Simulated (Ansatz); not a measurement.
**Abstraction of H: SnH3Cl + C2H5Se → SnH2Cl + C2H6Se**

Species: SnH3Cl `[Cl][SnH3]`, singlet; C2H5Se `CC[Se]`, doublet; SnH2Cl `[Cl][SnH2]`, doublet; C2H6Se `CC[SeH]`, singlet. A radical takes H: the energy is the difference in strength between the Sn–H bond broken and the Se–H bond made.

Shapes, held fixed at every level: PBE0-D4/def2-TZVP. Flexible molecules stand in one conformer, not always the lowest. Programs: Ansatz 0.2.0. The zero-point and thermal change to 298 K, harmonic and unscaled (PBE0-D4/def2-TZVP), is +2.6 kJ/mol.

(1) Estimate ΔH(298 K) of this reaction.

Answers

(1) The highest level, CCSD(T)/def2-TZVPP, gives ΔH(298 K) = -13.6 kJ/mol; the levels span -19.9 to +9.3. They disagree on the sign: 1 of 8 are positive. The column of differences is taken from that level and isn't an error. No measured value is set beside it here. Open shells run unrestricted. For atoms past krypton def2 sets carry core potentials with scalar relativity. Relativity is left out for Se. Outer-core shells of Se, Sn are correlated in most correlated rows, in sets that cover them unevenly.

```csv
level,kind,ΔH(298 K) (kJ/mol),less CCSD(T)/def2-TZVPP
MP2/def2-TZVPP,perturbation theory,-19.1,-5.5
HF/def2-SVP,Hartree–Fock,+9.3,+22.9
r2SCAN0-D4/def2-TZVPP,global hybrid,-19.9,-6.3
wB97M-V/def2-TZVPP,range-separated hybrid,-14.6,-1.0
wB97X-V/def2-TZVPP,range-separated hybrid,-9.6,+4.0
CCSD/def2-SVP,coupled cluster or CI,-9.4,+4.2
CCSD/def2-TZVPP,coupled cluster or CI,-10.2,+3.4
CCSD(T)/def2-TZVPP,coupled cluster or CI,-13.6,0.0
```

Hydrogen transfer from tin to selenium is modestly exothermic at every correlated level, so the Se–H bond formed is slightly stronger than the Sn–H bond broken. The balance is close because both are fairly weak bonds, made by diffuse heavy-atom orbitals that overlap only moderately with H 1s.

Hartree–Fock alone makes the reaction endothermic, at +9.3 kJ/mol. Electron correlation probably favours the products because the new Se–H pair forms beside selenium's lone pairs, whereas tin in SnH3Cl has none. The small basis is unlikely to be the main cause, since CCSD changes little between the two sets. Triples deepen the exothermicity from -10.2 to -13.6 kJ/mol, while MP2 overshoots, which suggests that second order exaggerates this differential correlation. The positive thermal correction fits the stiffer Se–H stretch.

The calculations therefore support a mild thermodynamic preference for the stannyl radical and selenol, but the hybrids scatter too widely to fix its size closely. The reaction enthalpy alone doesn't show how fast the abstraction is.
